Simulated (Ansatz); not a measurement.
## Correcting a cheap level on molecular compounds of Hf

The vertical ionisation energy (cation less neutral) in eV of 6 molecular compounds of Hf: x at MP2/def2-TZVPP, y at CCSD(T)/def2-TZVPP. Shapes, held fixed at every level: PBE0-D4/def2-TZVP. Flexible molecules stand in one conformer, not always the lowest. Programs: Ansatz 0.2.0.

```
                                            molecule  x (eV)  y (eV)
                                            Hf(CH3)4    9.65    9.48
                                           Hf(SeH)3F    9.65    9.40
                                      Hf(CH3)(OH)BrF   10.32   10.24
CH6BrClHfOSi (SMILES [CH3][Hf]([Cl])([Br])[O][SiH3])   10.37   10.27
                                         Hf(CH3)ClF2   10.83       ?
                                          Hf(OH)Cl2F   12.13   11.84
```

Q: Fit y = c + s·x to the known rows and predict y for Hf(CH3)ClF2.

A: 
1. Means of the 5 rows: x = 10.4240, y = 10.246.
2. Σ(Δx)² = 4.1223, Σ(Δx·Δy) = 3.9664, so the slope is 3.9664/4.1223 = 0.96218.
3. Intercept: 10.246 − (0.96218) × 10.4240 = 0.216. The largest residual of the fit is 0.10.
4. Hf(CH3)ClF2: 0.216 + 0.96218 × 10.83 = 10.64 eV.

CCSD(T)/def2-TZVPP gives 10.76 eV, so the prediction is off by -0.12 eV, about the largest residual. Uncorrected, MP2/def2-TZVPP misses Hf(CH3)ClF2 by +0.07 eV, and the other rows by 0.18 on average. The line makes this one worse. Hf(OH)Cl2F lies far out in x and weighs most in the slope. Left out in turn, the other rows are missed by 0.18 eV on average, no better than no correction. Cations run unrestricted. For atoms past krypton def2 sets carry core potentials with scalar relativity. Relativity is left out for Br, Se. Outer-core shells of Br, Hf, Se are correlated, in sets that cover them unevenly.

MP2 places the ionisation energy above CCSD(T) in all six molecules, but the excess does not follow the ionisation energy itself. Hf(CH3)4 and Hf(SeH)3F share the same MP2 value, 9.65 eV, yet differ at CCSD(T), so no function of x alone can correct both.

Hafnium(IV) has an empty 5d shell, so the electron must leave orbitals that are mainly ligand in character. Hf–C bonding pairs and selenium lone pairs are bound loosely, while oxygen, chlorine and fluorine hold their electrons more tightly. This accounts for the high value of Hf(OH)Cl2F, which has neither methyl nor selenolate.

The three molecules with a single methyl group show the smallest MP2 excess, and Hf(CH3)ClF2 is one of them. This suggests that the error depends on the kind of hole and how its relaxation and correlation are balanced, so the line overcorrects here by borrowing from chemically different ionisations. Grouping by hole character might work better, though orbital or spin-density analysis would be needed to assign the holes.
